**Q:** I have the stresses of wurtzite SiC over a range of volumes, from a hybrid functional. The pressure falls at every step, as it should, but not along a straight line. And the row at 10.233 Å³/atom has stresses that match none of its neighbours.

Strained cells of wurtzite SiC, computed with Ansatz 0.2.0 using the HSE06 hybrid functional, PAW potentials, a plane-wave cutoff of 420 eV and a 6×6×4 k mesh, without spin polarisation. The atomic positions come from relaxation with r2SCAN. Pressure and stress are positive in compression, and z runs along c.

```
volume (Å³/atom)     c/a  shortest distance (Å)  pressure (GPa)  stress xx (GPa)  stress zz (GPa)
           8.762  1.6415                  1.782           50.50            51.10            49.30
           8.879  1.6415                  1.790           45.20            45.80            44.10
           9.145  1.6415                  1.808           34.20            34.60            33.30
           9.434  1.6415                  1.827           23.70            24.10            23.00
          10.030  1.6415                  1.864            6.10             6.40             5.70
          10.233  1.6250                  1.879            1.10            -0.50             4.30
          10.474  1.6415                  1.891           -4.10            -4.00            -4.40
          10.650  1.6415                  1.902           -7.60            -7.50            -7.80
          10.970  1.6415                  1.920          -13.30           -13.20           -13.40
          11.132  1.6415                  1.930          -15.90           -15.80           -16.00
          11.628  1.6414                  1.958          -22.60           -22.60           -22.60
          11.966  1.6415                  1.977          -26.30           -26.40           -26.20
```

**A:** Leave that row for later and begin with the two ends. In which of them is the Si–C bond further from its resting length?

**Q:** In neither, really. The bond is about 0.098 Å too short in the first row and 0.097 Å too long in the last, roughly 5% each way. But the crystal pushes back with 50.5 GPa and pulls with only 26.3 GPa. Why is the push nearly twice the pull?

**A:** Pressure is force over area, and both change. Each atom owns two Si–C bonds, because it has four and shares each with a neighbour. Let $V$ be the volume per atom, $d$ the bond length and $F$ the outward push of one bond. When all edges scale together, the work balance is

$$P\,dV = 2F\,dd,\qquad \frac{dV}{V}=3\,\frac{dd}{d}\quad\Rightarrow\quad P=\frac{2d}{3V}\,F .$$

The factor in front of $F$ grows as the crystal shrinks, since the same force then acts on a smaller area. Between the end rows it accounts for a ratio of 1.23. The remaining 1.56 is a real difference in force per bond, and the product is the 1.92 that you noticed.

**Q:** So the bond isn't a spring with a fixed stiffness.

**A:** It isn't. On compression the electron clouds of neighbouring atoms are forced together, and the Pauli principle makes that increasingly costly. On stretching, the overlap that binds the atoms fades. That is the standard argument; the table shows only its consequence, a bulk modulus that drops from about 380 GPa among the most compressed rows to about 140 GPa among the most stretched. The changing area has a part in this drop too, but with a constant spring the drop would be far smaller.

A diatomic molecule behaves in the same way: its bond is stiff when squeezed and gives way when pulled. The likeness covers the force along a bond and no more, because a molecule has neither an area to press on nor a network of bond angles.

**Q:** Can that be put into a formula simple enough to use by hand?

**A:** Multiply the spring law by an exponential:

$$F=-k\,(d-d_0)\,e^{-s(d-d_0)} .$$

Here $d_0$ is the resting length, $k$ the stiffness at rest and $s$ the rate of softening. These three constants were fitted to the pressures of all rows except 10.233, whose cell has another shape. $F$ is an effective force, since it credits the nearest neighbours with all the work.

**Q:** Then let me try the first row. The fit gives a resting volume of 10.28 Å³/atom and a bulk modulus $B$ of 233 GPa there, and $d_0$ is 1.782 + 0.098 = 1.880 Å. For small changes your relations give

$$k=\frac{9V_0B}{2d_0^2}=\frac{9\times10.28\times233}{2\times1.880^2}\ \text{GPa Å}\approx 19\ \text{eV/Å}^2 ,$$

where $V_0$ is the resting volume and 1 eV/Å³ is 160.2 GPa. A plain spring would push with 19 × 0.098 ≈ 1.9 eV/Å. With $s$ = 2.26 per Å the exponential adds a factor of 1.25, so $F$ ≈ 2.3 eV/Å. The pressure is then

$$P=\frac{2\times1.782}{3\times8.762}\times2.3\times160.2\approx 50\ \text{GPa}.$$

**A:** That agrees with the table, though this row was part of the fit, so you have checked the arithmetic and not made a prediction. The plain spring would have stopped at about 40 GPa. A check from outside the fit is to integrate the law and compare it with the total energies of the same runs, which the fit never used. For the rows whose edges scale together, energy differences come out within about 0.5 meV per four-atom cell. This supports the pressures, which matters because the stresses carry a warning of loose convergence. It says less about the law itself, since any smooth curve that follows the pressures as closely would pass too.

**Q:** Is there a reason for the size of $s$, or is it just a number that works?

**A:** There is a rough one. A bond that can be broken has an energy well of finite depth, so its pull must eventually fade. In this law the depth is $k/s^2$. Taking roughly 6 eV per atom to separate SiC into atoms, a recalled value, leaves about 3 eV per bond and gives $s$ ≈ 2.5 per Å, close to the fitted value. The table stops far short of breaking a bond, so this makes the softening plausible without proving the form of the law.

**Q:** Now the odd row. Its pressure is an ordinary 1.1 GPa, but in the plane the crystal pulls with 0.5 GPa while along $c$ it pushes with 4.3 GPa.

**A:** Look at $c/a$. In this row alone, only the $c$ edge was shortened, by 1%. Such a squeeze is two changes at once: a slightly smaller volume, and at that volume a cell that is too short along $c$ and too wide in the plane. Compared with a cell of equal volume and the usual shape, the stress along $c$ is up by about 3.5 GPa and each in-plane stress is down by about 1.9 GPa. A liquid would show no such split; here the change of shape alters both the angles and the lengths of the bonds, and the crystal resists both. The table holds a trace of the change in length: the shortest distance is 1.879 Å, where a cell of the usual shape and equal volume would have 1.877 Å.

**Q:** Two falls of 1.9 nearly cancel one rise of 3.5. Is that an accident?

**A:** It reflects how evenly this crystal resists. When all edges shrink together, the stresses along $a$ and $c$ stay nearly equal: 51.1 and 49.3 GPa even in the first row. One and the same elastic coupling decides how much a volume change splits the stresses and how much a shape change shifts their mean. It is weak, so the mean pressure follows the volume. The fitted law, which had not seen this row, gives 1.2 GPa for it.

**Q:** So the pressure tells me the volume but hides the shape. Do the energies notice?

**A:** They do. The row at 10.030 Å³/atom has the same $c$ edge, so going from there to the odd row only widens the plane. The energy falls with volume at a rate of 2.96 GPa. The average in-plane stress of the two rows is 2.95 GPa, while their average pressure is 3.6 GPa. The work follows the stress along the edge that moves.

**Q:** What should I take from this to other strained crystals, say a thin layer held by its substrate?

**A:** If bond lengths change by about 1%, a constant spring is good enough: in this table it misses the pressure by 3 to 6%. At 5% it misses by 20 to 25%, too low in compression and too strong in tension, and you need the softening law, with constants fitted to the crystal in hand. And whenever the edges don't scale together, work with the separate stresses: the odd row has a mean pressure of only 1.1 GPa, yet it pushes with 4.3 GPa along $c$. Your layer differs from that row in an important respect. Its surface is free, so the stress along the normal should relax to zero, and with equal stresses in the plane the mean pressure is then two thirds of the in-plane stress.

Numerical output:

```
fit of pressure on 11 rows (hyd): coefficient of g 0.2337 +/- 0.049, coefficient of g*u -20.1 +/- 0.75; rms 2.86, worst 11.966 -5.03, leave-one-out rms 3.67
  rows outside the fit (model, value, miss): 10.233 4.786, 1.1, 3.69
fit of pressure on 11 rows (hyd): coefficient of g*exp(-s*u) 0.04921 +/- 0.00038, coefficient of g*u*exp(-s*u) -19.19 +/- 0.0056, s 2.263; rms 0.0203, worst 10.65 -0.0367, leave-one-out rms 0.0292
  rows outside the fit (model, value, miss): 10.233 1.164, 1.1, 0.0635
Bond picture:
     row  bond change (Å)  force per bond (eV/Å)  softening bond (GPa)  constant spring (GPa)
   8.762          -0.0977                  2.325                 50.51                  40.49
   8.879         -0.08981                  2.099                  45.2                  36.89
   9.145         -0.07211                   1.62                 34.19                  29.04
   9.434         -0.05326                  1.146                  23.7                  21.01
   10.03         -0.01558                 0.3073                 6.114                  5.902
  10.233        -0.003092                0.05616                 1.164                  1.155
  10.474          0.01153                -0.2126                -4.132                 -4.241
   10.65          0.02206                -0.3985                -7.637                 -8.028
   10.97          0.04092                -0.7112                -13.31                  -14.6
  11.132          0.05033                -0.8586                -15.87                 -17.78
  11.628          0.07858                 -1.256                -22.57                 -26.97
  11.966          0.09737                  -1.49                 -26.3                 -32.78
Volume at zero pressure from the softening fit (Å³/atom): 10.28
Bulk modulus at zero pressure from the softening fit (GPa): 233.4
Bulk modulus from differences, rows 8.762 to 9.145 (GPa): 381
Bulk modulus from differences, rows 11.132 to 11.966 (GPa): 144
Size of pressure, first row over last row: 1.92
Part of that ratio from geometry: 1.231
Part of that ratio from force per bond: 1.56
Softening constant s expected from stiffness and recalled bond energy (1/Å): 2.461
Largest miss of energies integrated from the pressure fit, relative to row 10.474 (meV per cell): 0.5068
Row 10.233, stress xx less that of an unsheared cell of equal volume (GPa): -1.851
Row 10.233, stress zz less that of an unsheared cell of equal volume (GPa): 3.512
Row 10.233, shift of mean pressure expected from the change of shape (GPa): -0.04322
Energy slope between rows 10.030 and 10.233 (GPa): 2.96
Mean stress xx of these two rows (GPa): 2.95
Mean pressure of these two rows (GPa): 3.6
```
